Q: I moved electrons among the 4f, 5d, 6s and 6p shells of neutral neodymium, with revPBE and scalar relativity. The 4d level wanders over 17 eV. Why does its distance to the 4f level change by less than 3 eV?

All-electron Kohn-Sham calculations with the ld1.x program of Quantum ESPRESSO 7.5 for the neutral Nd atom (Z = 60), using the revPBE functional, scalar relativity and a point nucleus. Densities are spherical and not spin-polarised. Eigenvalues are negative for bound levels.

```csv
configuration,eigenvalue (4d) (eV),eigenvalue (4f) (eV),mean radius (4d) (bohr),mean radius (4f) (bohr),ε(4f) − ε(4d) (eV),radius at density 0.001 (bohr)
[Xe] 4f4 6s2,-116.68,-1.7284,0.70699,1.1288,114.951,5.3691
[Xe] 4f3 5d1 6s2,-123.13,-6.8782,0.70311,0.99995,116.256,5.3676
[Xe] 4f2 5d2 6s2,-130.67,-13.042,0.69794,0.92420,117.626,5.3052
[Xe] 4f2 5d1 6s2 6p1,-134.10,-16.433,0.69797,0.91816,117.669,5.5834
[Xe] 4f3 6s2 6p1,-126.31,-10.017,0.70324,0.98783,116.295,5.6665
[Xe] 4f4 6s1 6p1,-117.85,-2.9075,0.70706,1.1157,114.944,5.4935
[Xe] 4f3.5 6s2 6p0.5,-121.19,-5.6004,0.70536,1.0433,115.591,5.5325
```

A: Sort the rows by their 4f occupation. The column ε(4f) − ε(4d), the difference of the two Kohn-Sham eigenvalues, which I'll call the gap, then falls into clusters: near 114.95 eV for four 4f electrons, 116.3 for three, 117.6 to 117.7 for two. Let $x = 4 - n_{4f}$ be the number of electrons taken out of 4f⁴. A least-squares line through all seven rows gives gap $= 114.93 + 1.35\,x$ eV and misses no row by more than 0.031 eV. A line in the 4d eigenvalue, fitted the same way, misses by up to 0.34 eV, so the gap follows the 4f count and not the depth of the levels.

Q: Why should the outer electrons count for so little?

A: Think of a hollow charged sphere. One electron spread over a sphere of radius $s$ repels a test electron at $r$ with energy $1/\max(r,s)$ in atomic units: constant inside, falling as $1/r$ outside. An orbital is a stack of such spheres, so a level lying wholly inside it feels the constant $\langle 1/r\rangle$ of that orbital. The mean radii of 4d and 4f, about 0.7 and 1 bohr, are far below those of 6s and 6p, roughly 4 to 6 bohr in these runs. Moving an outer electron outward lowers both inner levels alike, and the shift cancels in the gap. The numbers bear this out: 5d→6p at 4f³ lowers 4d by 3.18 eV, 4f by 3.14 eV and even 1s by 3.13 eV.

A 4f electron shares its space with both levels, and there the potential is not flat. The 4d orbital sits mostly inside the 4f charge and feels nearly its full repulsion; a 4f orbital is often outside the charge of its own shell and feels less. Removing a 4f electron therefore drops 4d further than 4f, and the gap opens. That order holds in each of the six 4f removals I compared: for 4f⁴→4f³5d¹, 4d falls by 6.45 eV, 4f by 5.15 eV and the more distant 5s by 3.23 eV. The analogy stops at two points: orbitals are not rigid, and exchange and correlation have no place in it.

Q: Can the sphere give the size of a shift?

A: At the nucleus, which is inside everything, the electron repulsion is $\sum_j n_j \langle 1/r\rangle_j$ over subshells $j$ with occupation $n_j$, and the 1s level samples nearly that point. Take 4f⁴6s² → 4f³5d¹6s², with $\langle 1/r\rangle$ from the same two runs and nothing fitted. The departing 4f has 1.2406 bohr⁻¹ and the arriving 5d has 0.4605, so with all else frozen the shift is $(0.4605 - 1.2406) \times 27.21 = -21.2$ eV. That is 3.6 times the computed 1s shift of −5.97 eV. The other shells respond. The three remaining 4f electrons contract to 1.3236 bohr⁻¹ and give back $3 \times (1.3236 - 1.2406) \times 27.21 = 6.8$ eV. In the same way 5s and 5p return 4.5 eV, 4s, 4p and 4d return 3.7 eV, 6s returns 0.9 eV, and the shells up to $n = 3$ expand slightly for −0.5 eV. The sum is −5.8 eV, about 2 % short of the 1s shift.

Over nine moves the relaxed sum stays within 3.3 % of the 1s shift, while the frozen estimate is 1.6 to 3.6 times too large. Since the sum uses the self-consistent orbitals, it is an account of where the screening goes and predicts nothing. What it shows is that relaxation repays about two thirds or more of a 4f move, about half of a 5d→6p move and less of 6s→6p.

Q: Why does the 4f radius shrink by 11 % in that step and the 4d by only half a per cent?

A: The 4d level is bound by 117 eV, and a change of a few eV in the shape of the potential hardly deforms it. The 4f orbital is softer: across its shell the attraction of the screened nucleus and the centrifugal term largely cancel, so losing the repulsion of one 4f partner, which changes the slope of the potential there, draws it in. Depth alone does little: 5d→6p at 4f³ lowers 4f by a further 3.14 eV but shrinks it by only 1.2 %, because that shift is nearly flat over the shell. A gradient-corrected functional leaves some self-repulsion that typically places 4f too high, so this softness may be overstated. The shell is also spherical and spin-free here, whereas the real 4f⁴6s² ground state is the high-spin term ⁵I₄.

Q: The line still leaves misfits well above the last digit of the gap. What are they?

A: Two effects that add. The first is curvature. Along 4f→5d the gap opens by 1.305 eV and then by 1.370 eV; the two half steps through the 4f³·⁵ row give 0.640 and 0.704 eV. My argument is that the shell has contracted after the first removal, so the next electron leaves from further in, and fewer partners remain to close ranks. At the nucleus the frozen shift does grow from −21.2 to −22.2 eV. The 4f repayment drops from 6.8 to 3.7 eV, but other shells make up nearly all of that loss, so the second half of the argument finds little support there. The curvature is not a clean parabola: a least-squares fit to all rows with added $x^2$ and 5d terms still misses the half-occupied row by 0.016 eV, and four constants on seven rows only describe.

The second is penetration. Replacing 5d by 6p widens the gap by 0.039 and 0.043 eV in the two available pairs. The 5d orbital, with a mean radius of 2.4 to 2.9 bohr, reaches into the 4f tail, so 4f should feel slightly less of its repulsion than 4d does. The runs don't separate this from relaxation, so penetration is the likely cause and not a proven one. The single 6s→6p move has the opposite sign, −0.007 eV; that the contracting 4f shell screens 4d a little more is my guess.

Q: What does half an electron mean?

A: It is no physical state. By Janak's theorem an eigenvalue is the slope of the total energy with occupation, so the midpoint difference ε(6p) − ε(4f) $= -1.72 + 5.60 = 3.88$ eV estimates the 4f→6p promotion energy between the averaged configurations. All occupations are imposed, and in every row but 4f⁴6s² a vacancy is seen to lie below an occupied level; for that row the outputs don't list the empty 5d level, so the question stays open. The gap itself is no 4d→4f excitation energy, since no run has a 4d hole, and multiplets and spin-orbit splitting are absent.

Q: And the radius at density 0.001, where the total density drops to that value, seems to ignore 4f.

A: It belongs to the 6s and 6p electrons: 5.31 to 5.37 bohr without 6p, 5.49 to 5.67 bohr with it. Number and reach both count. Turning one 6s electron into 6p, at equal number, adds 0.124 bohr. Reach alone doesn't decide, though: the 6p orbital is most diffuse in 4f⁴6s¹6p¹, with a mean radius of 5.91 bohr, yet that atom is smaller than 4f³6s²6p¹, whose 6p has 5.21 bohr; three 6s and 6p electrons put more density at the contour than two. The first 4f→5d move changes the radius by only 0.002 bohr although 6s contracts from 4.46 to 4.23 bohr, probably because the 5d tail fills in. For another configuration, then, count 4f electrons for the gap, 6s and 6p electrons for the size, and both kinds of move for the absolute levels.

Q: If the inner level loses more screening, 1s should fall most. Does it?

A: It does not, and the rigid sphere fails here. In all six 4f removals 1s falls less than 4d, and 3s falls most of the five levels compared, 7.41 eV in the first step. The slight expansion of the inner shells agrees with a potential change that deepens from the nucleus out to about $n = 3$. Gauss's law suggests a cause. A repulsion that drops more and more on the way out needs extra electron charge further in, and since the inner shells expand, that charge has to come from the inner lobes of orbitals with $n = 4$ and above. I expect the exchange-correlation potential to add little, because the density there hardly changes, but these outputs don't separate the two.
